## Frontier levels and dipoles of nine fluorinated molecules

The five smallest molecules are single benzene rings that carry dimethylamino, cyano (CN) and fluorine groups. C22H16F2N2 joins an acridan, three fused rings built around a nitrogen atom, to a cyanobenzene with two fluorines. C24H21F2N is a row of three benzene rings with a cyano group at one end and an alkyl chain at the other. In C20H24FN and C22H28FN two benzene rings are linked by a CH=N bridge, again with an alkyl tail. HOMO and LUMO are the highest filled and the lowest empty orbital, and the gap is their separation. All values come from GFN2-xTB tight binding in the gas phase, at geometries optimised with the same method.

GFN2-xTB tight-binding calculations with tblite 0.8.0 for nine fluorinated organic molecules in the gas phase, each neutral, with spin multiplicity 1 and in one conformation. Geometries were optimised at the same level with LBFGS to a force threshold of 0.02 eV/Å.

```
    system  atoms  homo energy (eV)  lumo energy (eV)  homo lumo separation (eV)  dipole moment (D)
 C10H7F2N3     22           -10.810            -8.370                      2.440              4.040
 C10H6F3N3     22           -10.960            -8.750                      2.210              7.050
C11H13F2N3     29            -9.880            -7.340                      2.530              9.240
 C11H14FN3     29            -9.730            -7.200                      2.530              6.100
C12H12F2N4     30           -10.310            -8.140                      2.170             10.090
C22H16F2N2     42            -9.770            -8.370                      1.400              5.260
  C20H24FN     46            -9.970            -7.570                      2.400              5.440
 C24H21F2N     48           -10.760            -7.640                      3.120              7.250
  C22H28FN     52            -9.970            -7.570                      2.390              5.410
```

### 1. Does a larger molecule have a narrower gap?

Not in this table. The narrowest gap, 1.40 eV, belongs to a molecule of 42 atoms, and the widest, 3.12 eV, to one of 48. Atom count is a poor guide because it also counts saturated carbon and hydrogen, which add little to the frontier orbitals of such molecules. What matters is which groups push electrons into the rings, which pull them out, and how well the parts are coupled.

### 2. What happens when one ring fluorine is exchanged for dimethylamino?

C10H6F3N3 and C12H12F2N4 differ by exactly this exchange. The HOMO rises by 0.65 eV and the LUMO by 0.61 eV, so the gap hardly changes.

Standard orbital mixing explains the direction. The nitrogen lone pair lies below the empty $\pi^*$ orbital of the ring and pushes it up. It also mixes out of phase with the filled ring $\pi$ orbital, which raises the HOMO. Fluorine has lone pairs too, but it holds them tightly and draws charge out of the ring. The calculation shows the coupling in C10H6F3N3: the bond order from the amine nitrogen to the ring exceeds that to its methyl groups by 0.25, a sign of partial double-bond character.

### 3. What happens when fluorine and cyano replace two ring hydrogens?

This is the step from C11H14FN3 to C12H12F2N4. Both levels now sink, the HOMO by 0.58 eV and the LUMO by 0.94 eV, and the gap shrinks by 0.36 eV. On balance both new groups draw charge from the ring, which lowers its frontier levels. The cyano group does more: its own empty $\pi^*$ orbital mixes with that of the ring and pushes the LUMO further down. Cyano is therefore the likely reason why the LUMO moves more, although the pair of molecules doesn't separate its share from that of fluorine.

### 4. Why is the gap of C22H16F2N2 so narrow?

On a single ring, donor and acceptor act on the same orbitals. An amine that raises the HOMO also spoils the low LUMO that the cyano group provides. C22H16F2N2 escapes this compromise. Its HOMO, at −9.77 eV, is about as high as that of C11H14FN3 with two amino groups, while its LUMO, at −8.37 eV, is as low as that of C10H7F2N3 with two cyano groups.

The shape suggests how. The computed structure has a mirror plane, and the cyanobenzene ring, with both fluorines on one side, can only lie in that plane, perpendicular to the acridan. The nitrogen lone pair is then symmetric under the reflection and the $\pi$ orbitals of the cyanobenzene are antisymmetric, so the two don't mix. The donor keeps its high filled level and the acceptor its low empty one. That the HOMO sits on the acridan and the LUMO on the cyanobenzene is inferred from this argument and from the energies of the levels; the orbitals themselves were not inspected.

C24H21F2N makes a useful contrast, though its skeleton differs. It has a cyano group but no amine, and its HOMO lies 0.99 eV lower than that of the acridan compound. Its LUMO lies 0.73 eV higher. The narrow gap of C22H16F2N2 thus comes from both ends.

### 5. Why does C10H6F3N3 have a larger dipole than C10H7F2N3?

Both molecules carry one amino and two cyano groups, but the cyano groups are neighbours in C10H6F3N3 and one position further apart in C10H7F2N3. Each cyano group contributes a dipole $\mu$ that points along its bond to the ring. Two such dipoles at an angle $\theta$ add up to $2\mu\cos(\theta/2)$. Neighbours on a hexagon enclose 60°, the wider pair 120°, so the ratio of the sums is

$$\frac{\cos 30^\circ}{\cos 60^\circ} = 1.73 .$$

The table gives 7.05 D against 4.04 D, a ratio of 1.75, but so close a match is an accident. The estimate leaves out the amine and the fluorines, and their effect isn't small. In C10H7F2N3 the computed charges give the dimethylamino group about +0.23 e, roughly as much as the two cyano groups together hold with the opposite sign.

The place of the amine matters too. In C10H7F2N3 it sits between the cyano groups and pushes charge against their combined pull, so the contributions partly cancel. In C10H6F3N3 it stands at right angles to that pull and can't cancel it. A larger dipole is thus expected for two reasons, the closer cyano groups and the different place of the amine, and the table doesn't separate them.

The same reasoning applies to the exchange in question 2, which raises the dipole by 3.04 D. The exchanged fluorine sits opposite a cyano group and pulls charge against it. The amine in its place pushes charge towards that group.

### 6. Does a longer alkyl tail matter, and which digits can be trusted?

Going from seven to nine chain carbons, from C20H24FN to C22H28FN, changes the gap by about 6 meV and the dipole by 0.03 D. The filled and empty orbitals of a saturated chain lie far from the frontier levels, so two more CH₂ groups at its end leave the rings almost untouched. The two chains are also folded differently, and each molecule was computed in one conformation only. Changes this small therefore can't be credited to chain length. The second decimal of a gap deserves no explanation, whereas the shifts of several tenths of an electronvolt in questions 2 to 4 are clear results of this tight-binding method for the conformations computed.

### 7. What do these gaps mean for a device?

Rod-like molecules with a polar end and an alkyl tail can serve in liquid-crystal displays, where the dipole helps an electric field to turn them. There the tail can be chosen for melting and ordering with little effect on the frontier levels, as the two CH=N compounds illustrate. Perpendicular donor–acceptor molecules such as C22H16F2N2 are of interest as light emitters, because a HOMO and a LUMO on separate parts bring the singlet and triplet excited states close together.

The 1.40 eV gap is nevertheless not the energy of an emitted photon. An excitation also involves the attraction between the electron and the hole it leaves behind, which a difference of orbital energies doesn't properly describe. The gaps in the table serve to compare the orbital levels of molecules, not to predict the colour of their light. Nor should the levels be read as ionisation energies or electron affinities. Taken that way, the LUMO of C22H16F2N2 would mean an electron affinity above 8 eV, far too much for such a molecule.

The printed output after this text lists the differences and ratios used here.

Numerical output:

```
Groups and gap:
         row  dimethylamino groups  cyano groups  F atoms  gap in eV
   C10H7F2N3                     1             2        2       2.44
   C10H6F3N3                     1             2        3       2.21
  C11H13F2N3                     2             1        2       2.53
   C11H14FN3                     2             1        1       2.53
  C12H12F2N4                     2             2        2       2.17
  C22H16F2N2                     0             1        2        1.4
    C20H24FN                     0             0        1        2.4
   C24H21F2N                     0             1        2       3.12
    C22H28FN                     0             0        1       2.39
Widest gap less narrowest gap (eV): 1.72
One F to dimethylamino, HOMO change (eV): 0.65
One F to dimethylamino, LUMO change (eV): 0.61
One F to dimethylamino, gap change (eV): -0.04
One F to dimethylamino, dipole change (D): 3.04
Two H to F and CN, HOMO change (eV): -0.58
Two H to F and CN, LUMO change (eV): -0.94
Two H to F and CN, gap change (eV): -0.36
Acridan less terphenyl, HOMO (eV): 0.99
Acridan less terphenyl, LUMO (eV): -0.73
Acridan less terphenyl, gap (eV): -1.72
Acridan HOMO less HOMO of C11H14FN3 (eV): -0.04
Acridan LUMO less LUMO of C10H7F2N3 (eV): 0
Dipole ratio C10H6F3N3 to C10H7F2N3: 1.745
Ratio from two equal CN dipoles at 60 and 120 degrees: 1.732
Dipole of C11H13F2N3 less that of C11H14FN3 (D): 3.14
Chain of 7 to 9 carbons, dipole change (D): -0.03
Chain of 7 to 9 carbons, gap change (meV): -5.7
Bond order amine N to ring less mean N to methyl: 0.249
Largest mismatch of printed gap and LUMO less HOMO (eV): 0.01
```
